Dear colleague,

The lifetime of an electron 0.1 to 1~eV above the Fermi level of aluminium has a power law that theory fixes firmly and a prefactor that it fixes only roughly. I have set this out as a problem so that you can see which is which.

\section*{Problem}

Treat aluminium as jellium. Typical inputs: fcc lattice constant $a=4.05$~\AA, three conduction electrons per atom, free-electron mass $m$, electron--phonon coupling $\lambda=0.4$. The Debye temperature is $\Theta_D=428$~K (compiled value, Wikipedia). Constants: $\hbar^2/m=7.620$~eV\,\AA$^2$, $a_0=0.5292$~\AA, $\hbar=0.6582$~eV\,fs.

Conventions: $\omega$ is an energy measured from the chemical potential; $\Sigma$ is the retarded self-energy, $\mathrm{Im}\,\Sigma\le0$; the spectral function obeys $\int A(\mathbf k,\epsilon)\,d\epsilon=1$; $\xi_k=\hbar^2k^2/2m-E_F$; $f$ is the Fermi function; the full width is $\Gamma=\hbar/\tau=2Z|\mathrm{Im}\,\Sigma|$, with $Z$ the quasiparticle weight.

For $\omega=0.1$, $0.3$ and $1$~eV, at $T=0$ and $300$~K: (a) find the energy phase space of the cuts through three and five lines; (b) show that $\mathrm{Im}\,\Sigma(k_F,\omega)\propto-\omega^2$ is self-consistent in three dimensions; (c) find $\Gamma$ and $\tau$ with static Thomas--Fermi screening, direct scattering only, $Z=1$, $m^*=m$; (d) give the size of what (c) neglects.

\section*{(a) Energy phase space}

Luttinger (1961) writes $\Sigma$ in skeleton diagrams, whose lines are full propagators. The imaginary part is a sum over cuts. The cut state carries the charge of one added electron, so it has $n+1$ particle lines and $n$ hole lines; $n=0$ is absent because $\Sigma$ cannot be split by cutting one line. Give each particle line the frequency $\epsilon_i$ and each hole line the frequency $-\epsilon_i$. Since $f(-\epsilon)=1-f(\epsilon)$, all lines then enter alike:
\begin{equation}
-\mathrm{Im}\,\Sigma(\mathbf k,\omega)=\pi\sum_{n\ge1}\int\prod_{i=1}^{2n+1}d\epsilon_i\;\delta\Big(\omega-\sum_i\epsilon_i\Big)\Big[\prod_i\big(1-f(\epsilon_i)\big)+\prod_i f(\epsilon_i)\Big]M_{2n+1}.
\label{cut}
\end{equation}
Here $M_{2n+1}\ge0$ is the sum over momenta and spins of the squared amplitude times the $2n+1$ spectral functions. The first product is scattering out of $\mathbf k$, the second scattering in. Dressing does not blur these factors, because $f$ acts on the frequency of a line and not on its momentum.

If $M_{2n+1}$ tends to a finite constant as all $\epsilon_i\to0$, it leaves the integral, and what remains is the phase space $\Phi_{2n+1}$. At $T=0$ and $\omega>0$ every $\epsilon_i$ is positive and they sum to $\omega$. The Laplace transform of this $(2n+1)$-fold convolution of step functions is $s^{-(2n+1)}$, hence
\begin{equation}
\Phi_{2n+1}(\omega,0)=\frac{\omega^{2n}}{(2n)!},\qquad \Phi_3=\frac{\omega^2}{2},\quad \Phi_5=\frac{\omega^4}{24}.
\end{equation}
By symmetry each of the three lines takes $\omega/3$ on average, so the primary electron loses $2\omega/3$ per event.

At finite $T$ put $\theta=k_BT$ and write $1-f(\epsilon)=e^{\epsilon/2\theta}/[2\cosh(\epsilon/2\theta)]$, with the opposite exponent for $f$. On the delta function the bracket in \eqref{cut} becomes $2\cosh(\omega/2\theta)\prod_i[2\cosh(\epsilon_i/2\theta)]^{-1}$. The Fourier transform of $[2\cosh(\epsilon/2\theta)]^{-1}$ is $\pi\theta\,\mathrm{sech}(\pi\theta t)$, so for $N$ lines, with $w=\omega/\pi\theta$,
\begin{equation}
\Phi_N=\frac{(\pi\theta)^{N-1}}{\pi}\cosh\frac{\pi w}{2}\;I_N(w),\qquad I_N(w)=\int_{-\infty}^{\infty}ds\,\cos(ws)\,\mathrm{sech}^Ns .
\end{equation}
From $(\mathrm{sech}^N)''=N^2\mathrm{sech}^N-N(N+1)\,\mathrm{sech}^{N+2}$ and two partial integrations, $I_{N+2}=(w^2+N^2)I_N/[N(N+1)]$, and $I_1=\pi\,\mathrm{sech}(\pi w/2)$ gives $\Phi_1=1$. Therefore
\begin{equation}
\Phi_3=\frac{\omega^2+\pi^2\theta^2}{2},\qquad \Phi_5=\Phi_3\,\frac{\omega^2+9\pi^2\theta^2}{12}.
\label{phiT}
\end{equation}
At 300~K, $\theta=25.85$~meV, $\pi\theta=81.2$~meV and $\pi^2\theta^2=6.60\times10^{-3}$~eV$^2$. Equation \eqref{phiT} counts both products in \eqref{cut}; scattering out alone is the fraction $1-f(\omega)$, which is $0.98$ at 0.1~eV.

\section*{(b) Momentum sums and self-consistency}

Take the direct three-line term with an interaction $W(q)$: $\mathbf k\to\mathbf k-\mathbf q$ and $\mathbf p\to\mathbf p+\mathbf q$, two spin states for the partner. Change variables to the three line energies. The radial part of $\mathbf p$ gives $p^2dp=(mp/\hbar^2)\,d\xi_p$; its angle to $\mathbf q$ gives $d\cos\vartheta=(m/\hbar^2pq)\,d\xi_{\mathbf p+\mathbf q}$; the angle of $\mathbf q$ to $\mathbf k$ gives $(m/\hbar^2kq)\,d\xi_{\mathbf k-\mathbf q}$. All three lines can reach the Fermi surface if $q<2k_F$. For free lines each $\xi$ integral of $A$ is unity, and
\begin{equation}
M_3=\int_0^{2k_F}\frac{q^2dq}{4\pi^2}\,\frac{m}{\hbar^2k_Fq}\;\frac{2m^2}{4\pi^2\hbar^4q}\,W(q)^2=\frac{m^3}{8\pi^4\hbar^6k_F}\int_0^{2k_F}dq\,W(q)^2 .
\label{M3}
\end{equation}
The volume element $q^2dq$ cancels the two Jacobian factors $1/q$, so $M_3$ is finite for a screened $W$. In two dimensions the element is $q\,dq$, the integral is $\int dq/q$ cut off at $q\sim\omega/\hbar v_F$, and one gets $\omega^2\ln\omega$.

Now dress the lines. Suppose $|\mathrm{Im}\,\Sigma(\epsilon)|$ vanishes faster than $|\epsilon|$. Near the Fermi surface $A$ is then a narrow Lorentzian in $\xi$, and
\begin{equation}
\int d\xi\;\frac1\pi\,\frac{|\mathrm{Im}\,\Sigma|}{\big[\epsilon/Z-\xi\,(1+\partial_\xi\mathrm{Re}\,\Sigma)\big]^2+(\mathrm{Im}\,\Sigma)^2}=\frac{1}{1+\partial_\xi\mathrm{Re}\,\Sigma}=Z\,\frac{m^*}{m},
\end{equation}
whatever its width. So $M_3$ acquires a constant factor $(Zm^*/m)^3$ and a full vertex in place of $W$, and stays finite. Equation \eqref{cut} returns
\begin{equation}
\mathrm{Im}\,\Sigma(k_F,\omega)=-\pi M_3\,\frac{\omega^2+\pi^2\theta^2}{2}+\dots,
\end{equation}
which at $T=0$ does vanish faster than $|\omega|$. The circle closes, order by order in the skeleton series. It is a consistency argument: it assumes bounded averaged amplitudes in every cut and no instability. Pairing breaks it, but in aluminium only near a typical 1~K. It fixes the leading power alone; part (d) shows that the next term is $|\omega|^3$.

\section*{(c) Numbers}

Four atoms per cube give $n_e=12/a^3=0.1806$~\AA$^{-3}$, $k_F=(3\pi^2n_e)^{1/3}=1.749$~\AA$^{-1}$, $E_F=11.65$~eV, $r_s=2.07$ and $\hbar v_F=\hbar^2k_F/m=13.33$~eV\,\AA. With $e^2/4\pi\varepsilon_0=\hbar^2/ma_0$,
\begin{equation}
W(q)=\frac{4\pi\hbar^2}{ma_0}\,\frac{1}{q^2+q_s^2},\qquad q_s^2=\frac{4k_F}{\pi a_0}=4.208~\text{\AA}^{-2},
\end{equation}
so $q_s=2.051$~\AA$^{-1}$, $q_s^3=8.631$~\AA$^{-3}$ and $x=2k_F/q_s=1.705$. The integral in \eqref{M3} needs
\begin{equation}
J=\int_0^{2k_F}\!\frac{dq}{(q^2+q_s^2)^2}=\frac{1}{2q_s^3}\Big[\arctan x+\frac{x}{1+x^2}\Big]=\frac{1.0404+0.4364}{2\times8.631~\text{\AA}^{-3}}=0.08555~\text{\AA}^3 .
\end{equation}
Define $K=\pi M_3$, so that $-\mathrm{Im}\,\Sigma=K\Phi_3$ and $\Gamma=2K\Phi_3$. Then
\begin{equation}
K=\frac{2mJ}{\pi\hbar^2k_Fa_0^2}=\frac{2\times0.08555~\text{\AA}^3}{\pi\times7.620~\text{eV\,\AA}^2\times1.749~\text{\AA}^{-1}\times0.2800~\text{\AA}^2}=0.0146~\text{eV}^{-1},
\end{equation}
\begin{equation}
\frac{\hbar}{\tau}=K\,(\omega^2+\pi^2k_B^2T^2),\qquad \tau\,\omega^2\big|_{T=0}=\frac{0.6582~\text{eV\,fs}}{0.0146~\text{eV}^{-1}}=45~\text{fs\,eV}^2 .
\end{equation}
Extending the $q$ integral to infinity turns the bracket into $\pi/2$. That is the high-density formula of Quinn and Ferrell (1958), $K=(\sqrt3\pi^2/128)\,\hbar\omega_p/E_F^2$ with $\omega_p^2=n_ee^2/\varepsilon_0m$, and it gives 42~fs\,eV$^2$.

\begin{center}
\begin{tabular}{lccc}
\hline
$\omega$ (eV) & 0.1 & 0.3 & 1\\
\hline
$\Phi_3$ at 0~K (eV$^2$) & 0.0050 & 0.045 & 0.50\\
$\Phi_3$ at 300~K (eV$^2$) & 0.00830 & 0.0483 & 0.503\\
ratio 300~K / 0~K & 1.66 & 1.07 & 1.007\\
$\Gamma$ at 300~K (meV) & 0.24 & 1.4 & 15\\
$\tau$ at 0~K (ps) & 4.5 & 0.50 & 0.045\\
$\tau$ at 300~K (ps) & 2.7 & 0.47 & 0.045\\
$\Gamma/\omega$ at 300~K & 0.0024 & 0.0047 & 0.015\\
$\Phi_5/(\Phi_3E_F^2)$ at 300~K & $4\times10^{-5}$ & $9\times10^{-5}$ & $7\times10^{-4}$\\
\hline
\end{tabular}
\end{center}

The first three rows are pure phase space and do not depend on $W$. The row $\Gamma/\omega$ confirms the narrow lines assumed in (b). The temperature matters only at the bottom of your window: warming to 300~K raises the electron--electron width by the factor 1.66 at 0.1~eV and hardly at all at 1~eV.

\section*{(d) What has been left out}

\emph{Five-line cut.} The ratio $M_5/M_3$ has dimension (energy)$^{-2}$; call it $E_0^{-2}$. I have not computed it. The last row of the table assumes $E_0=E_F$. To reach a tenth of the three-line term at 1~eV and 300~K one needs $(\omega^2+9\pi^2\theta^2)/12E_0^2=0.1$, that is $E_0=0.9$~eV, a scale that jellium does not offer.

\emph{Energy dependence of $M_3$.} An energy transfer $\nu$ needs $q>\nu/\hbar v_F$, and there the screening is no longer static; the relative change is of order $\omega/\hbar v_Fq_s$, which is $0.04$ at 1~eV. On shell, $k>k_F$ lowers the factor $1/k$ by $\omega/2E_F=0.04$. Both are $|\omega|^3$ terms in $\Gamma$ and far exceed the five-line estimate. Within jellium the exponent 2 thus holds to several per cent in the rate across your window.

\emph{Exchange.} A partner of opposite spin contributes $W(q)^2$, one of equal spin $\tfrac12[W(q)-W(q')]^2$, where $q'$ is the distance from $\mathbf k$ to $\mathbf p+\mathbf q$. After the symmetric average the sum is $2W(q)^2-W(q)W(q')$. On the Fermi surface $\mathbf k$ and $\mathbf p+\mathbf q$ both have the component $q/2$ along $\mathbf q$, so $q'=\sqrt{4k_F^2-q^2}\,|\sin(\phi/2)|$ with the relative azimuth $\phi$ uniform. With $u=q/2k_F$ and $y=x\sqrt{2+x^2}=3.777$, the azimuthal average of $1/[1+x^2(1-u^2)\sin^2(\phi/2)]$ is $[1+x^2(1-u^2)]^{-1/2}$, and
\begin{equation}
X=\int_0^1\!\frac{du}{(1+x^2u^2)\sqrt{1+x^2-x^2u^2}}=\frac{\arctan y}{y}=0.347,\qquad D=\int_0^1\!\frac{du}{(1+x^2u^2)^2}=0.433 .
\end{equation}
The rate falls by the fraction $X/2D=0.40$, and 45 becomes 75~fs\,eV$^2$.

\emph{Renormalisation.} Keeping only the outer $Z$, with a typical jellium value $0.75$, turns 45 into 60~fs\,eV$^2$. The inner factors of (b) come together with vertex corrections and should not be patched in alone. Exchange and $Z$ alter $K$ by tens of per cent and leave the power and the thermal ratios untouched; this is why I print two figures for $\tau$.

\emph{Phonons.} They bring a scale $\hbar\omega_D=k_B\Theta_D=36.9$~meV below your window, so the amplitude through a phonon line is not constant over the range of $\epsilon_i$ and the counting of (a) does not apply. In a Debye model $\alpha^2F(\Omega)=\lambda(\Omega/\hbar\omega_D)^2$ for phonon energies $\Omega<\hbar\omega_D$, normalised by $\lambda=2\int\alpha^2F\,d\Omega/\Omega$, emission and absorption give, with $n_B$ the Bose function,
\begin{equation}
\Gamma_{ep}=2\pi\int_0^{\hbar\omega_D}\!d\Omega\,\alpha^2F(\Omega)\,\big[2n_B(\Omega)+f(\Omega+\omega)+f(\Omega-\omega)\big].
\end{equation}
For $\omega$ well above $\hbar\omega_D$ and $\theta$ the bracket is $\coth(\Omega/2\theta)$. At $T=0$ this gives $2\pi\lambda\hbar\omega_D/3=31$~meV. At 300~K the reduced integral $\int_0^1z^2\coth(z\Theta_D/2T)\,dz$ is $0.759$, so $\Gamma_{ep}=70$~meV and $\tau_{ep}=9$~fs; at 0.1~eV the Fermi factors lower this by a few per cent. The model's $K\omega^2$ reaches even 31~meV only at 1.5~eV. A linewidth measurement anywhere in your window therefore sees mostly phonons, nearly flat in $\omega$, with the $\omega^2$ term on top.

A population decay weighs energy loss instead. Emission minus absorption is independent of $T$ at these energies, and phonons drain
\begin{equation}
\frac{2\pi}{\hbar}\int_0^{\hbar\omega_D}\!d\Omega\,\Omega\,\alpha^2F=\frac{\pi\lambda(\hbar\omega_D)^2}{2\hbar}=1.3~\text{meV/fs},
\end{equation}
against $\tfrac23K\omega^3/\hbar=15$~meV/fs for pair creation at 1~eV and $T=0$. The two are equal near 0.4~eV. Above that energy a pump--probe decay follows the three-line cut, apart from refilling by secondaries and transport out of the probed depth; below it phonon cooling takes over, and the picosecond entries of the table will not appear as decay times.

\emph{The real metal.} The 45~fs at 1~eV is the model's number. As typical knowledge, hot-electron lifetimes in aluminium at this energy are shorter by roughly a factor of two, since the lattice adds umklapp and interband channels and repeated scattering strengthens the amplitude for opposite spins; the exchange and $Z$ corrections above move jellium the other way. I would therefore fit $\Gamma=\Gamma_0(T)+K\omega^2$ at each temperature, with $K$ free, and treat the exponent as the prediction under test. The offset $\Gamma_0(T)$ holds phonons, defects and also the thermal term $K\pi^2k_B^2T^2$, which does not depend on $\omega$ and in the model is 0.1~meV at 300~K against 70~meV from phonons, so such a fit cannot test the factor $\pi^2$. A flat $\Gamma_0$ also needs $\omega$ well above $\hbar\omega_D$ and $k_BT$. At 0.1~eV and 300~K the Fermi factors lower $\Gamma_{ep}$ by 1.6~meV, against $K\omega^2=0.15$~meV there and a rise of $K\omega^2$ by 1.2~meV up to 0.3~eV, where the lowering has dropped below one per cent of $K\omega^2$. So either restrict the fit to about 0.3~eV and up, or put the full $\Gamma_{ep}(\omega,T)$ into it.